# Margin comments: the local complex potential for H(2s) + H(1s) → H₂⁺ + e⁻

**1. Beside "let $V^*(R)$ and $V^+(R)$ be the two curves".** Two energy zeros are in play. Here $V^*(R)\to0$ at H(2s) + H(1s) and $V^+(R)\to0$ at H⁺ + H(1s). $E$ is the relative kinetic energy in the entrance channel, $E'$ the nuclear energy (vibration, rotation or translation) of the ion counted from its own asymptote, and $\varepsilon\ge0$ the energy of the free electron. The ionic asymptote lies above the entrance by the binding energy of H(2s), a quarter of the Rydberg energy times $m_p/(m_p+m_e)$, so $I=0.545$ aJ (3.40 eV; 1 aJ $=10^{-18}$ J). Fine structure and Lamb shift are ignored. Energy conservation reads
$$E=I+E'+\varepsilon .$$
One consequence needs no dynamics: for $E<I$ every ionising collision has $E'<0$ and is associative. In Penning systems the entrance lies above the ionic asymptote, so $I$ is negative. Formulae taken from that case (the semiclassical treatment is due to W. H. Miller, 1970) hide the fact that here the neutral state is electronically bound at large $R$.

**2. Beside "the potential acquires an imaginary part".** Take one discrete electronic state and one continuum with a real, energy-normalised coupling $U_\varepsilon(R)$. Feshbach elimination of the continuum adds to $T+V^*$ the operator
$$\hat F=\int d\varepsilon\;U_\varepsilon\,\frac{1}{E-I-\varepsilon-\hat H^++i0}\,U_\varepsilon,\qquad \hat H^+=T+V^+ ,$$
which is nonlocal in $R$. Insert the eigenstates of $\hat H^+$ and put $z=E-I-E'$. For a flat band $0<\varepsilon<W$ the integral over $\varepsilon$ gives $\ln|z/(z-W)|-i\pi$ if $0<z<W$, and no imaginary part if $z<0$. If the band is flat and unbounded on both sides, every state receives the same $-i\pi$, closure applies, and $\hat F=-i\pi U(R)^2=-i\Gamma(R)/2$ with $\Gamma=2\pi U^2$. The local potential is then exact. With a threshold one replaces $T$ by $E-V^*(R)$ inside the denominator, so that $z\to V^*-V^+-I$, and the width exists only where this is positive. The real part of $\hat F$ is absorbed into $V^*$.

**3. Beside "$P(b)=1-\exp[-2\int_{R_0}^\infty\Gamma\,dR/\hbar v_R]$".** The potential carries $\Gamma/2$, the exponent $2\Gamma$. Multiply the radial equation by $u^*$ and subtract the conjugate: the flux obeys $dj/dR=-\Gamma|u|^2/\hbar$. With $u\to e^{-i(kR-l\pi/2)}-S_l\,e^{i(kR-l\pi/2)}$ and $v=\hbar k/\mu$ this integrates to the exact statement
$$P_l=1-|S_l|^2=\frac{1}{\hbar v}\int_0^\infty\Gamma\,|u|^2\,dR .$$
One factor 2 comes from squaring the amplitude: the population decays at the rate $\Gamma/\hbar$. The other counts the inward and the outward pass, each with $dt=dR/v_R$, where $v_R=v\,[1-b^2/R^2-V^*/E]^{1/2}$ vanishes at the turning point $R_0$.

**4. The smallest model.** One resonance curve, one ionic curve, one flat continuum. With $x=R_e/R$,
$$V^*=c\,x^2,\qquad \Gamma=\Gamma_e\,x^2,\qquad V^+=D\,(x^2-2x).$$
The first two share the $R^{-2}$ form of the centrifugal term, so every partial wave is solvable; the third is the Kratzer potential. The inputs $D=0.447$ aJ (2.79 eV) and $R_e=0.106$ nm are approximate values for H₂⁺, and $\mu=8.37\times10^{-28}$ kg is half the mass of a hydrogen atom, used on both curves. The choice $c=0.220$ aJ puts the threshold crossing near 0.14 nm, a typical position for the lowest doubly excited ${}^1\Sigma_g^+$ state of H₂. Its width is typically of order 0.2 aJ; the model takes $\Gamma_e=0.020$ aJ so that $P$ is not saturated. The shapes are chosen for solvability, and the numbers below belong to the model. Define
$$\Lambda=\frac{2\mu R_e^2}{\hbar^2}=1691.3\ \text{aJ}^{-1},\qquad \Lambda c=372.08,\qquad \eta=\tfrac12\Lambda\Gamma_e=16.913 .$$
The lifetime at $R_e$ is $\hbar/\Gamma_e=5.27$ fs. At $E=0.320$ aJ (2.00 eV), $k=2.195\times10^{11}$ m⁻¹ and $v=2.77\times10^4$ m s⁻¹.

**5. Beside "in the semiclassical limit".** First let $\Gamma$ act at all $R$ (the unbounded band of comment 2). The radial equation is $u''+[k^2-(\nu^2-\tfrac14)/R^2]u=0$ with
$$\nu^2=\nu_0^2-i\eta,\qquad \nu_0^2=(l+\tfrac12)^2+\Lambda c .$$
The regular solution is $u\propto\sqrt{kR}\,J_\nu(kR)\to\cos(kR-\nu\pi/2-\pi/4)$ up to a constant, hence $S_l=\exp[i\pi(l+\tfrac12-\nu)]$. Write $\nu=\nu_r-i\nu_i$, so that $2\nu_r\nu_i=\eta$. Then
$$P_l=1-e^{-w_{\rm ex}},\qquad w_{\rm ex}=2\pi\nu_i=\frac{\pi\eta}{\nu_r},\qquad \nu_r=\nu_0\left[\frac{1+\sqrt{1+t^2}}{2}\right]^{1/2},\qquad t=\frac{\eta}{\nu_0^2}.$$
For the trajectory set $b=(l+\tfrac12)/k$. Then $v_R=v\sqrt{1-R_0^2/R^2}$ with $R_0=\nu_0/k$. The angle $\theta=\arccos(R_0/R)$ turns the integrand into a constant,
$$\frac{\Gamma\,dR}{\hbar v_R}=\frac{\eta}{\nu_0}\,d\theta ,$$
and $\theta$ runs from 0 to $\pi/2$, so $w=\pi\eta/\nu_0$. The general formula is the exact result with $\nu_r$ replaced by $\nu_0$:
$$w_{\rm ex}=w\,(1-t^2/8+\dots),\qquad t=\frac{\Gamma(R_0)}{2E}.$$
Two points follow. With $l+\tfrac12$ in $b$ there is no correction of first order in $\Gamma$ at any wavelength, a special property of the $R^{-2}$ form. What the formula does neglect is the shift of the turning point into the complex plane, which is of third order in $\Gamma$. For $l=0$: $\nu_0=19.296$, $t=0.0454$, $w=2.7536$, $w_{\rm ex}=2.7529$. A tenfold width gives $t=0.454$ and lowers the exponent by 2.4 %, where $P$ is already indistinguishable from 1.

The flux identity of comment 3 closes as well. One has $\int_0^\infty|J_\nu|^2dz/z=\sinh(\pi\nu_i)/(\pi\eta)$, unit incoming amplitude requires the factor $2\pi e^{-\pi\nu_i}$ on $z|J_\nu|^2$, and the prefactor is $\eta$; the product is $2e^{-\pi\nu_i}\sinh\pi\nu_i=1-e^{-2\pi\nu_i}$.

**6. Beside "the transition is vertical".** The amplitude for a final nuclear state $\chi^+_{E'}$ is $\int\chi^+_{E'}\,U\,u\,dR$. Both functions oscillate, and the integral collects where the difference of their WKB phases is stationary, that is, where the radial momenta agree. At equal angular momentum the centrifugal terms cancel and
$$E-V^*(R)=E'-V^+(R).$$
Combined with comment 1 this gives
$$E'(R)=E-V^*(R)+V^+(R),\qquad \varepsilon(R)=V^*(R)-V^+(R)-I .$$
The gap between the asymptotes drops out of $E'$ but not out of $\varepsilon$. The short form $V^*-V^+$ is the electron energy only if both curves are drawn from one common zero. At $R_e$ the model gives $c+D=0.667$ aJ for the difference of the separately zeroed curves, while the electron takes $0.122$ aJ. The same $\varepsilon(R)$ was the $z$ of comment 2: locality at a threshold and verticality are one approximation.

Equal angular momentum is itself an approximation. From a ${}^1\Sigma_g^+$ state the ground-state ion can be left with an s or a d electron, and a d electron allows $\Delta J=0,\pm2$. For $J=15\to17$ the centrifugal energy changes by $(4J+6)x^2/\Lambda=0.039$ aJ at $R_e$, about a third of $\varepsilon(R_e)$. The model keeps $\Delta J=0$.

**7. How exact is "vertical"?** For a weak width $u$ is real. The source of ions is $\varphi=fu$ with $f\propto\sqrt\Gamma$, and closure gives the mean final energy as $\langle\varphi|\hat H^+|\varphi\rangle/\langle\varphi|\varphi\rangle$. Write $\hat H^+=\hat H^*+V^+-V^*$, use $\hat H^*u=Eu$ and integrate by parts once:
$$\overline{E'}=E+\langle V^+-V^*\rangle+\frac{\hbar^2}{2\mu}\left\langle (f'/f)^2\right\rangle ,$$
with averages weighted by $\Gamma u^2$. The mean is vertical except for a kick from the gradient of the coupling. For $f=1/R$ the kick is $\langle x^2\rangle/\Lambda$. The weight is $J_{\nu_0}^2(z)\,dz/z$, and the integrals of $J_\nu^2$ against $z^{-1}$, $z^{-2}$, $z^{-3}$ are $1/2\nu$, $1/[\pi(\nu^2-\tfrac14)]$ and $1/[4\nu(\nu^2-1)]$. With $y=kR_e$,
$$\langle x\rangle=\frac{2y\,\nu_0}{\pi(\nu_0^2-\frac14)},\qquad \langle x^2\rangle=\frac{y^2}{2(\nu_0^2-1)} ,$$
against $2y/\pi\nu_0$ and $y^2/2\nu_0^2$ from the uniform distribution of $\theta$ on the trajectory. At $E=0.320$ aJ and $l=0$, $y=23.264$, and $\overline{E'}=E+(D-c)\langle x^2\rangle-2D\langle x\rangle+\text{kick}$ is $-0.2008$ aJ, against $-0.2012$ aJ on the trajectory; the kick is $0.0004$ aJ. The agreement is close, but the value lies above $E-I=-0.225$ aJ and would mean a negative mean electron energy. The unbounded band, which made the model exact, cannot be kept for this collision.

**8. Beside the upper limit "$\infty$".** The width must be cut where $\varepsilon(R)=0$, that is $(D-c)x^2-2Dx+I=0$. The outer root is
$$x_\times=\frac{D-\sqrt{D^2-(D-c)I}}{D-c}=0.7540,\qquad R_\times=0.1406\ \text{nm},$$
with $V^*(R_\times)=0.125$ aJ and $\Gamma(R_\times)=0.0114$ aJ. Inside, $\varepsilon$ rises up to $x=D/(D-c)=1.969$, where $V^*=0.853$ aJ, beyond the energies used here. The cut is a step and not a smooth onset: for an electron leaving a positive ion the energy-normalised coupling stays finite at threshold. With $X=kR_\times$ the exponent becomes
$$w=\frac{2\eta}{\nu_0}\,\theta_\times,\qquad \theta_\times=\arccos(\nu_0/X),$$
and vanishes for $b>b_{\max}=R_\times\sqrt{1-V^*(R_\times)/E}$. At $E=0.320$ aJ, $X=30.856$ and $b_{\max}=0.1097$ nm.

| $l$ | $b$ / nm | $\nu_0$ | $\theta_\times$ / rad | $w$ | $P$ | ripple $A$ |
|---|---|---|---|---|---|---|
| 0 | 0.0023 | 19.296 | 0.8952 | 1.569 | 0.792 | 0.039 |
| 10 | 0.0478 | 21.962 | 0.7788 | 1.199 | 0.699 | 0.043 |
| 20 | 0.0934 | 28.148 | 0.4220 | 0.507 | 0.398 | 0.109 |

**9. What the step costs.** The cut model is still closed: $J_\nu$ inside, Hankel functions of the real order $\nu_0$ outside, matched at $X$:
$$|S_l|=\left|\frac{H^{(2)\prime}_{\nu_0}J_\nu-H^{(2)}_{\nu_0}J_\nu'}{H^{(1)\prime}_{\nu_0}J_\nu-H^{(1)}_{\nu_0}J_\nu'}\right| .$$
To see its content, use WKB waves with $p_0=\sqrt{X^2-\nu_0^2}$ outside and $p=\sqrt{p_0^2+i\eta}$ inside. Let $s=e^{-w/2}e^{2i\phi}$, with $\phi=p_0-\nu_0\theta_\times-\pi/4$, be the ratio of outgoing to incoming wave just inside. Matching gives $(s+r)/(1+rs)$ just outside, where $r=(p_0-p)/(p_0+p)\approx-i\rho$ and $\rho=\eta/4p_0^2=\Gamma(R_\times)/8K_\times$, $K_\times$ being the radial kinetic energy at the step. To first order in $\rho$,
$$-\ln|S_l|^2\approx w+A\sin2\phi,\qquad A=4\rho\cosh(w/2).$$
For $l=0$: $K_\times=0.195$ aJ, $\rho=0.00729$, $\phi=6.019$, $\sin2\phi=-0.505$, so the exponent is 1.550 and $P\approx0.788$. The Bessel expression gives 0.787, the trajectory 0.792. The correction is of first order in $\Gamma$, far larger than the $t^2/8$ of comment 5, and it grows as $b\to b_{\max}$: at $l=20$ the amplitude is 22 % of $w$. Its sign alternates several times over the range of $l$, so it partly cancels in the cross section. The third figure of $P$ in the table is that of the trajectory formula only.

**10. Beside "$\sigma=2\pi\int bP\,db$".** Since $R_0^2=b^2+cR_e^2/E$, one has $b\,db=R_0\,dR_0$. With $s_0=\sqrt{V^*(R_\times)/E}$, $\kappa=2\eta/X$ and the variable $q=R_0/R_\times$,
$$\sigma_1=2\pi R_\times^2\int_{s_0}^1 q\left[1-e^{-\kappa\arccos(q)/q}\right]dq .$$
Expanding the exponential to first order gives $2\pi R_\times^2\kappa\,[\sqrt{1-s_0^2}-s_0\arccos s_0]$; dropping it gives the black disc $\pi b_{\max}^2$. Both are upper bounds. At 0.320 aJ, $s_0=0.6251$ and $\kappa=1.096$; the integral yields $1.94\times10^{-20}$ m², the weak limit $3.00\times10^{-20}$ m², the disc $3.78\times10^{-20}$ m². This is the cross section on one curve. The pair 2s + 1s forms ${}^{1}\Sigma$ and ${}^{3}\Sigma$ states of both parities; singlet (1/4) times gerade (1/2) gives the weight 1/8. If the ${}^1\Sigma_g^+$ flux follows $V^*$ without loss, $\sigma=\sigma_1/8=2.4\times10^{-21}$ m². With the tenfold width, $w=15.7$ at $l=0$ and $\sigma_1$ approaches the disc, which depends only on where and how high the crossing lies.

**11. What happens outside $R_\times$.** The coupling does not vanish there. It continues into the Rydberg series below the ionic curve, and $V^*$ crosses these states on the way in. Those crossings emit no electron directly, but they divert flux. The full continuation of $\Gamma$ indicates the scale: for $l=0$ the exponent outside the step is $2.754-1.569=1.184$, and half of it, the inward pass, would leave a fraction 0.55 on $V^*$ at $R_\times$. The series ends at low $n$, so this overstates the loss somewhat, but the neglected factor is of order one. The mixing of 2s with the nearly degenerate 2p states at long range is a second factor of this kind. The local model contains neither.

**12. Beside "a bound ion is formed if $E-V^*+V^+<0$".** This is $E'(R)<0$, or equivalently $\varepsilon(R)>E-I$, and it must be read together with $\varepsilon(R)>0$. For $E<I$ the second condition implies the first. At 0.320 aJ and $l=0$ the turning point is $R_0=0.0879$ nm, $\varepsilon$ spans 0 to 0.203 aJ, and $E'$ spans $-0.225$ to $-0.428$ aJ: the slowest electrons leave the most excited ions. No lower check is needed classically, because $E'$ equals the effective ionic potential plus a non-negative radial kinetic energy.

For $E>I$ the region splits at $E'=0$, $(D-c)x^2-2Dx+E=0$. At $E=0.640$ aJ, $x_A=0.9405$ and $R_A=0.1127$ nm. Decay in the shell $R_A<R<R_\times$ gives H⁺ + H + e⁻ with $\varepsilon<0.095$ aJ; decay inside $R_A$ gives H₂⁺. With $a=\eta/\nu_0$ the probability density in $\theta$ is
$$a\left[e^{-a(\theta_\times-\theta)}+e^{-a(\theta_\times+\theta)}\right],$$
inward and outward pass, interference between them being averaged out; dividing by $|d\varepsilon/d\theta|$ gives the electron spectrum. Put $w_1=a(\theta_\times-\theta_A)$ and $w_2=a\theta_A$ and integrate over the two intervals:
$$P_{\rm AI}=e^{-w_1}\left(1-e^{-2w_2}\right),\qquad P_{\rm free}=\left(1-e^{-w_1}\right)\left(1+e^{-w_1-2w_2}\right).$$
The sum is $1-e^{-2(w_1+w_2)}$, the general formula. For $l=0$: $a=0.8765$, $\theta_\times=1.1128$, $\theta_A=0.9865$, $w_1=0.1106$, $w_2=0.8647$, so $P_{\rm AI}=0.736$, $P_{\rm free}=0.121$, total $0.858$. The free channel sits in front of the associative one and shields it by $e^{-w_1}$; a large width would therefore cut off association soon after $E$ passes $I$.

The Kratzer tail $-2Dx$ outlasts the centrifugal term, so the model has no barrier and $E'<0$ is sharp. The true H⁺ + H attraction falls as $R^{-4}$; a rotating ion then has quasi-bound levels with $E'>0$ behind the centrifugal barrier, which count as H₂⁺ if they outlive the time of observation.

**13. Beside "valid when many final states are open".** The ionic levels are those of a Coulomb problem with non-integer angular momentum. With $\gamma^2=\Lambda D=756.0$,
$$E_{vJ}=-\frac{D\gamma^2}{\left[v+\frac12+\sqrt{\gamma^2+(J+\frac12)^2}\right]^2}.$$
For $J=0$, $E_0=-0.4310$ aJ and $E_1-E_0=0.0292$ aJ. The curvature $2D/R_e^2$ is fixed by the Kratzer form and is not adjusted to the vibration of H₂⁺. The true threshold of the model is $I+E_0=0.114$ aJ; the trajectory formula starts at $V^*(R_\times)=0.125$ aJ. Between the two the reaction proceeds by tunnelling, and just above them $K_\times$ is small, $\rho$ is large and only the lowest one or two levels are open, so closure has nothing to sum over. At 0.320 aJ the condition $E_v<E-I$ admits 11 levels, $v=0$ to 10, and the continuous spectrum of comment 12 is the envelope of 11 lines. Near the step the relevant spacing is $E_{11}-E_{10}=0.0118$ aJ. The zone in which $\varepsilon(R)$ is smaller than this reaches in to $x=0.776$ and holds 2.6 % of the exponent at $l=0$. That fraction is the part of the path on which a position-dependent threshold has no meaning, and it is similar in size to the ripple $A/w=2.5$ % of the sharp step.